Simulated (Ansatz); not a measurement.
Cu₃Pt: the change of energy less free atoms and pressure with volume per atom

Results calculated with Ansatz 0.2.0, not measured. Periodic Kohn-Sham DFT of a crystal at fixed atoms; pressure and stress are positive in compression; the energy is the free energy less that of spherical unpolarised free atoms; site moments are those in the method's own spheres, positive along +z.

Cell of the first row (space group Pm-3m, No. 221):
```
cell vectors (Å)
   3.6343     0.0000     0.0000
   0.0000     3.6343     0.0000
   0.0000     0.0000     3.6343
atoms (fractions of the cell vectors)
Cu  0.00000  0.50000  0.50000
Cu  0.50000  0.00000  0.50000
Cu  0.50000  0.50000  0.00000
Pt  0.00000  0.00000  0.00000
```

Settings of every row: method all-electron LAPW; functional LDA; relativity scalar; k mesh 9x9x9; filling fermi-dirac; smearing width 0.05 eV; basis error target 1 meV/atom; nucleus gaussian.

Atom start moment: 0 on all atoms.

Limits: no spin-orbit coupling on heavy atoms.

```
row  volume per atom (Å³)  energy less free atoms (eV/atom)  pressure (GPa)
  1                    12                                 ?               ?
  2                12.511                            -5.567          -8.824
  3                12.766                           -5.5502         -12.108
  4                12.894                             -5.54         -13.593
  5                13.277                           -5.5027         -17.498
```

Question: what energy less free atoms and pressure should row 1 give?

Worked fit of energy less free atoms. Take u = (V_r/V)^(2/3) − 1 with V_r = 12.83 Å³ an atom, which is twice the finite (Eulerian) strain; such expansions in the strain, on which the Birch-Murnaghan equation of state is built, carry the rest volume and the bulk modulus. The shown rows have u = 0.01693, 0.00334, -0.00331, -0.02257. Least squares give energy less free atoms = −5.54525 − 1.5419 × u + 15.199 × u² eV/atom; a straight line predicts inner rows, each left out in turn, worse (root mean square 0.0038 against 5.3e-05 eV/atom). All shown rows lie on it to the printed digit. The withheld row has u = 0.0456, so the fit gives −5.54525 − 1.5419 × (0.0456) + 15.199 × (0.0456)² = -5.5840 eV/atom.

The calculation gave -5.5829 eV/atom. The fit lies 0.0011 eV/atom (1.4 % of the column's range) below it; its largest miss of a shown row is 0.0000 eV/atom. This row lies beyond the range of the fit.

Worked fit of pressure. Take u = (V_r/V)^(2/3) − 1 with V_r = 12.83 Å³ an atom, which is twice the finite (Eulerian) strain; such expansions in the strain, on which the Birch-Murnaghan equation of state is built, carry the rest volume and the bulk modulus. The shown rows have u = 0.01693, 0.00334, -0.00331, -0.02257. Least squares give pressure = −12.863 + 224.302 × u + 840.02 × u² GPa; a straight line predicts inner rows, each left out in turn, worse (root mean square 0.21 against 0.0071 GPa). The rows lie off it by 0.001, -0.004, 0.003, 0.000. The withheld row has u = 0.0456, so the fit gives −12.863 + 224.302 × (0.0456) + 840.02 × (0.0456)² = -0.888 GPa.

The calculation gave -0.808 GPa. The fit lies 0.080 GPa (9.9 % of the value, 0.48 % of the column's range) below it; its largest miss of a shown row is 0.004 GPa. This row lies beyond the range of the fit.
